\textbf{Speaker.} Let us read a floating-gate NAND array backwards, from programming data to parameters. With the channel grounded, set $u=V_{CG}-V_T+V_0$, where $V_T$ is the control-gate threshold and $V_0$ the cell's native offset. The oxide field is $F=\alpha_G u/t_{ox}$, and during a pulse
\begin{equation}
\dot u=-\frac{AJ}{C_{pp}},\qquad J=aF^2e^{-B/F},\qquad \gamma=\frac{d\ln J}{du}=\frac{\alpha_G}{t_{ox}}\left(\frac{2}{F}+\frac{B}{F^2}\right).
\end{equation}
$A$ is the tunnel area and $C_{pp}$ the gate-to-floating-gate capacitance. Hold $\gamma$ constant. Then $y=e^{-\gamma u}$ gains a fixed $K$ in each pulse of width $t_p$, and the step $V_s$ multiplies it by $q=e^{-\gamma V_s}$:
\begin{equation}
y_{n+1}=q(y_n+K),\qquad e^{\gamma d_n}=1+K/y_n,
\end{equation}
with $y_n$ taken at the start of pulse $n$ and $d_n$ the threshold gain. At the fixed point $y^*$, $d=V_s$, so the pulse-averaged current is $J^*=C_{pp}V_s/(At_p)$, which defines $F^*$ by $J(F^*)=J^*$. The departure $y-y^*$, hence any small starting offset, decays as $e^{-\gamma nV_s}$. Differences in $V_0$ persist.

The data are made for this exercise, with $t_p=10\,\mu$s. A test cell at $V_s=0.30$ V reads $V_T=-1.000,\,-0.300,\,+0.160$ V before and after pulses 1 and 2, each $\pm5$ mV. Two array runs with verify use separately chosen start voltages:
\begin{center}
\begin{tabular}{ccccc}
$V_s$ (V) & first pass & last pass $N$ & $T$ ($\mu$s, $\pm2$) & $\sigma$ (mV, $\pm1$)\\
0.30 & 8 & 15 & 390 & 95\\
0.15 & 16 & 29 & 725 & 59
\end{tabular}
\end{center}
The locked slope is one whatever the cell, so only the transient gives $\gamma$. Eliminating $K/y_1$,
\begin{equation}
e^{\gamma d_2}-1-e^{\gamma V_s}+e^{\gamma(V_s-d_1)}=0 .
\end{equation}
With $d_1=0.700$ V and $d_2=0.460$ V the root is $1.605\ \mathrm{V^{-1}}$, a spare digit carried.

\textbf{Question.} Is it unique?

\textbf{Speaker.} Ordered by exponent, the coefficients run $+,-,-,+$. Descartes' rule for exponential sums allows two real roots, and $\gamma=0$ is one. The slope there is $d_2-d_1<0$ and the left side diverges upward, so the other is positive. The sensitivities are $\partial\gamma/\partial d_1=3.2$ and $\partial\gamma/\partial d_2=-12.6\ \mathrm{V^{-2}}$. The middle reading enters both gains, with weight 15.8, so independent reading errors give $\pm0.10\ \mathrm{V^{-1}}$.

Take approximate Si/SiO$_2$ Fowler--Nordheim inputs $a=1.1\times10^{-6}$ A/V$^2$, $B=2.5\times10^{10}$ V/m, and assume $C_{pp}/A=8.0\times10^{-3}$ F/m$^2$. Then $J^*=240$ A/m$^2$, $F^*=1.113\times10^{9}$ V/m and $t_{ox}/\alpha_G=13.7\pm0.9$ nm. Only this ratio is determined. Doubling $C_{pp}/A$ lowers it by 5\%.

\textbf{Question.} Your transient sits above $F^*$, where $\gamma$ is smaller.

\textbf{Speaker.} Yes, and the bias rivals the data error. The full law integrates exactly: $e^{B/F}$ gains $aBt_pA\alpha_G/(C_{pp}t_{ox})$ per pulse. Solving both pulses for the starting field and the ratio gives 13.0 nm, which is 0.7 nm lower. Quote $13\pm1$ nm as the model's value.

Now the array. A locked cell has $V_T=nV_s+c_i$ and is inhibited on first exceeding the verify level $PV$. If the $c_i$ span $W$, taken independent of $V_s$, the gap $m$ between first and last pass obeys $(m-1)V_s<W<(m+1)V_s$. The gaps 7 and 13 give 1.80--2.40 V and 1.80--2.10 V. The data fix an interval, $1.80<W<2.10$ V, about 2 V, not a point.

\textbf{Question.} Are the fastest cells locked when they pass?

\textbf{Speaker.} Nearly. Started above the steady field, they lag by at most $-\ln(1-q^n)/\gamma$, the case $y_1=0$. With $nV_s=2.4$ V in both runs this is 13 mV, small against the interval.

For the time, $T=t_0+N(t_p+t_v)$ is linear and uniquely solved: $t_p+t_v=23.9\,\mu$s, so the verify time is $t_v=13.9\pm0.2\,\mu$s and the overhead $t_0=31\pm5\,\mu$s. Verify costs more than pulsing in this model.

If the density of $c_i$ varies little over one step, $V_T$ is uniform on $[PV,PV+V_s]$. With independent noise $\sigma_x$ added after verify,
\begin{equation}
\sigma^2=V_s^2/12+\sigma_x^2 .
\end{equation}
The ideal widths are 86.6 and 43.3 mV, leaving $\sigma_x=39$ and 40 mV, with errors amplified by $\sigma/\sigma_x$ to 2.4 and 1.5 mV.

\textbf{Question.} What is that noise?

\textbf{Speaker.} Widths cannot name it. They show only that, within error, it does not change with $V_s$, so smaller steps lengthen programming without taking the model's width below about 40 mV.